# Ensemble variational principle: cost of the lowest two $^1S$ states

**Theorem** (Gross, Oliveira and Kohn, 1988). Take real orthonormal $\Psi_1..\Psi_K$ of one symmetry, levels $E_1\le E_2\le\dots$, and $w_1\ge\dots\ge w_K\ge w_{K+1}=0$. With $H_{ii}=\langle\Psi_i|H|\Psi_i\rangle$,
$$F=\sum_i w_iH_{ii}=\sum_{k=1}^K(w_k-w_{k+1})T_k,\qquad T_k=\sum_{i\le k}H_{ii}=\sum_jp_jE_j ,$$
where $p_j=\sum_{i\le k}\langle j|\Psi_i\rangle^2\in[0,1]$ and $\sum_jp_j=k$. Then
$$T_k-\sum_{j\le k}E_j=\sum_{j\le k}(1-p_j)(E_k-E_j)+\sum_{j>k}p_j(E_j-E_k)\ge0 ,$$
so $F\ge\sum_iw_iE_i$. Equality fixes the span of the first $k$ states wherever $w_k>w_{k+1}$ and $E_k<E_{k+1}$. Strictly decreasing weights with $w_K>0$ select nondegenerate eigenstates. Equal weights fix only the span, and a $K\times K$ diagonalisation must follow.

**Convergence.** Rotate eigenstates by small angles $\theta_{ij}$; $\Delta_{ij}=E_j-E_i$, $w_{j>K}=0$:
$$F-F_0=\sum_{i\le K,\,j>i}a_{ij}\theta_{ij}^2,\qquad a_{ij}=(w_i-w_j)\Delta_{ij}.$$
Steepest descent, $\theta\to(1-2\eta a)\theta$ with $\eta=1/(a_{\max}+a_{\min})$, shrinks each angle by $\rho=(\kappa-1)/(\kappa+1)$ or better, $\kappa=a_{\max}/a_{\min}$. For $K=2$ the deviation $\delta=\sum\Delta_{ij}\theta_{ij}^2$ bounds both $|H_{ii}-E_i|$, and $\delta_n/\delta_0\le\rho^{2n}\approx e^{-4n/\kappa}$.

**Work.** $M$ orthonormal functions, $N\gg M$ fixed configurations, tables of $\phi_k$ and $H\phi_k$. One symmetrised gradient for one state costs $u=4MN$ multiply-adds: form $\Psi$ and $H\Psi$, accumulate two products.

- A, graded weights, one $\eta$: $W=Kn\,u$.
- B, equal weights plus diagonalisation: $K(n+\tfrac12)u$; internal angles drop out.
- C, sequential, each state orthogonal to those below, own $\eta$: $\sum_in_i\,u$, with $\delta/\delta_0\le\max_i\rho_i^{2n_i}$.
- D, full matrix: $NM^2=(M/4)u$, $\delta=0$; the $M^3$ step is negligible.

Memory: A–C hold $2NM+2KM$ numbers; D accumulates on the fly in $M^2$. All four converge to eigenvectors of the same sampled matrix, so the $N^{-1/2}$ statistical error is common and $\delta$ counts optimisation error only. For target $\varepsilon=\delta/\delta_0$, A and B need $W\approx K\kappa\ln(1/\varepsilon)\,u/4$ and lose to D once $K\kappa\ln(1/\varepsilon)>M$.

**Model.** Two-electron ion, $Z\to\infty$, energies in $Z^2E_h$. Without repulsion the singlets $ns\,n's$ are exact eigenstates, $E=-\tfrac12(n^{-2}+n'^{-2})$. Keep $n\le n'\le20$: $M=210$. Exact answers: $E_1=-1$ ($1s^2$), $E_2=-5/8$ ($1s2s$); also $E_3=-5/9$, $E_M=-1/400$. Hence $\Delta_{12}=3/8$, $\Delta_{23}=5/72$, $\Delta_{1M}=0.9975$, $\Delta_{2M}=0.6225$. Since $\Delta_{K,K+1}\to K^{-3}$, B has $\kappa\sim K^3$ and $W\sim K^4$.

With $w_1=1$, $w_2=w$: $a_{\max}=\Delta_{1M}$, $a_{\min}=\min[(1-w)\Delta_{12},\,w\Delta_{23}]$, largest at $w=27/32$, where it equals $15/256$. The choice $w=1/2$ would give $\kappa=28.7$. B has $\kappa=\Delta_{1M}/\Delta_{23}$; C has $\Delta_{1M}/\Delta_{12}$, then $\Delta_{2M}/\Delta_{23}$.

Work $W/u$ to guarantee $\varepsilon$, with $n=\lceil\ln\varepsilon/(2\ln\rho)\rceil$:

| | $\kappa$ | $\rho$ | $10^{-2}$ | $10^{-4}$ | $10^{-10}$ |
|---|---|---|---|---|---|
| A | 17.0 | 0.889 | 40 | 80 | 196 |
| B | 14.4 | 0.870 | 35 | 69 | 167 |
| C | 2.66, 8.96 | 0.454, 0.799 | 14 | 27 | 67 |
| D | – | – | 52.5 | 52.5 | 52.5 |

Bound on $\delta/\delta_0$ within a budget (C at its best split $n_1+n_2$):

| $W/u$ | A | B | C | D |
|---|---|---|---|---|
| 10 | 0.31 | 0.33 | 0.042 (2+8) | unaffordable |
| 30 | 0.029 | 0.020 | $3.3\times10^{-5}$ (7+23) | unaffordable |
| 60 | $8.6\times10^{-4}$ | $3.1\times10^{-4}$ | $1.1\times10^{-9}$ (14+46) | 0 |

**Choice.** Cheapest: C at $10^{-2}$ and $10^{-4}$, D at $10^{-10}$. Best in budget: C at 10 and 30, D at 60. C gains because each state has its own step, but its $H_{22}$ carries $-\Delta_{12}\theta_{12}^2$ and is no upper bound; B's diagonalised energies are upper bounds, up to sampling noise. If both states must share one gradient update, leaving A and B, take B: A leads only marginally, at budget 10.

**Limits.** First-order repulsion adds $5/8$, $169/729$ and $3449/32768$ (units $ZE_h$) to $E_1$, $E_2$, $E_3$. This changes $\Delta_{12}$ by the fraction $-1.05/Z$ and $\Delta_{23}$, which sets the slowest mode, by $-1.82/Z$, about $-9\%$ at $Z=20$. Continuum functions raise $a_{\max}$ and every $\kappa$, which favours D at fixed $M$. The counts are the model's.